A tantalum crystal is cut along one of its most densely packed planes, {110}, and the part above the cut is pushed over the part below along ½⟨111⟩, the shortest vector that brings the lattice back onto itself. "Slip" is the fraction of that vector already covered. "Fault energy" is the extra energy per area of the cut, and "shear traction" is its slope along the path, the force per area needed to hold the crystal there. The atoms ride along rigidly and may not settle into better places.

Ta, 4 atoms in the cell, bcc type, space group Im-3m (229), conventional a = 3.305 Å, 18.04 Å³ an atom. Rigid slide of a crystal across a plane by tilting cell vector c, one fault a cell, unrelaxed. Ansatz 0.2.0, plane-wave PAW, scalar-relativistic; functional r2SCAN; no spin polarisation; cutoff 500 eV; k mesh 22×22×7; Gaussian smearing of 0.15 eV; k points shifted by (0, 0, 0) mesh steps; slip vector (1, 0) multiples of cell vectors a and b.

```csv
slip (fraction of the slip vector),fault energy (mJ/m²),shear traction (GPa (slope of the fault energy along the slip))
0,0.0,0.000
0.1,120.6,7.360
0.2,368.7,9.790
0.3,654.9,9.380
0.4,865.3,4.960
0.5,934.2,0.000
```

The cubic space group named above the table belongs to the undisturbed crystal only, because the slide itself lowers the symmetry.

*Where is the crystal highest in energy, and where does it resist most?* These are two different places. The energy is highest at half slip, 934.2 mJ/m², where the traction is zero, just as a road is level at the top of a pass. The resistance is greatest on the way up. Between slip 0.2 and 0.3 the energy rises by 654.9 − 368.7 = 286.2 mJ/m² over 0.286 Å, a mean slope of 10.0 GPa. That is more than either row at the ends of this stretch shows, so the steepest point lies between them.

*Zero traction can also mean a resting place. Is half slip a stable fault?* Along this line it is not. The second half of the path mirrors the first, so slip 0.6 costs the same as slip 0.4, which is less than half slip. A crystal left at the midpoint and nudged either way would slide on downhill. Symmetry makes the slope vanish there, and the lower energy on both sides shows that the point is a summit.

*Why does the slide cost energy at all?* In the perfect crystal an atom at the cut sits in a hollow formed by four atoms of the facing layer, two at 2.86 Å and two at 3.31 Å. At half slip it has been carried onto the bridge between two atoms, both only 2.74 Å away, while the next pair is at 3.60 Å. Two contacts are thus squeezed below the normal bond length, one from each of the starting pairs, while their former partners have moved off to 3.60 and 4.29 Å. Both changes should raise the energy, though the calculation does not say how much each contributes.

The forces bear out this picture of crowding. At half slip each atom facing the cut is pushed away from it with about 0.87 eV/Å, and the pressure in the cell has risen by 2.2 GPa since the start. The two halves would move apart if they were allowed to.

*The shortest distance in the crystal is smallest at slip 0.3. Why is the energy not highest there?* The shortest distance reports one contact, and the energy feels them all. At slip 0.3 the atom is pressed hard against one neighbour, at 2.70 Å, but the other atom of the bridge is still 2.90 Å away. From there to half slip the first contact relaxes by a mere 0.04 Å while the second closes in by about 0.16 Å. Two contacts are now crowded instead of one, a former neighbour has drawn off from 3.25 to 3.60 Å, and the energy goes on rising.

*Could the peak resistance have been guessed from the barrier alone?* Yes, if one borrows the shape that Frenkel assumed, the simplest smooth hill that repeats with the lattice. The energy is then the barrier times sin²(πx), where x is the slip. Its slope along the path is greatest at a quarter slip and equals π times the barrier divided by the slip length. With the barrier of the table this gives π × 0.934 J/m² ÷ 2.86 Å ≈ 10.3 GPa, close to the 10.0 GPa found above as a mean over the steepest stretch. The barrier is taken from the table, so only the shape of the hill is being tested.

That shape is less good than the peak suggests. The sine lies below the computed energy at all four points between the start and the summit, and at slip 0.1 it misses about a quarter of the value. It also demands equal tractions at slip 0.1 and 0.4, whereas the table has 7.36 and 4.96 GPa. Compared with the sine, the computed hill is steeper at its foot and gentler near its top. These rows do not show why.

*Does tantalum therefore yield at 10 GPa?* No. That is the stress for moving a whole plane of atoms at once, in a crystal without defects. Real metal slips by dislocations, which carry the displacement through the plane a small strip at a time, and ordinary tantalum yields at stresses well over ten times lower. The computed peak is a rough guide to the strength of a flawless crystal, probably on the high side because the atoms could not relax, and should not enter a forming calculation as a yield stress.

*What would change if the atoms could relax, and which digits survive?* The energy would fall at every slip except zero, where there are no forces to relieve. The barrier of 934.2 mJ/m² is therefore an upper bound for this cell, and how far it would drop was not computed. Between the start and the summit the atoms at the cut are also pushed sideways, so the easiest path is not exactly the straight line followed here. The cell is only four layers thick, and at half slip even its inner atoms feel forces, so a thicker cell could shift the values too.

Even within this rigid cell, the last printed digit of the energies has no physical weight. Removing the effect of the electronic smearing alone changes one row by about 4 mJ/m². The order of the rows is safe from that correction, since neighbouring energies differ by about 69 mJ/m² or more. For the rigid slide in this cell with this functional, "about 0.93 J/m²" is a fair statement of the barrier. Another functional could shift it, and none was tried here.

*What would a face-centred cubic metal such as copper do instead?* The way to guess is to follow an atom from hollow to hollow. In tantalum it leaves one hollow, crosses a single bridge and drops into the next, which is already the perfect crystal again. On the close-packed plane of copper there is a second kind of hollow, a little to one side of the straight line between two like hollows, where the atom fits almost as well although the stacking of the layers is wrong. A slide that bends through it meets a valley partway along, a stable stacking fault, and dislocations can split into two partial ones with a ribbon of this fault between them. The tantalum path offers no such halfway stop.
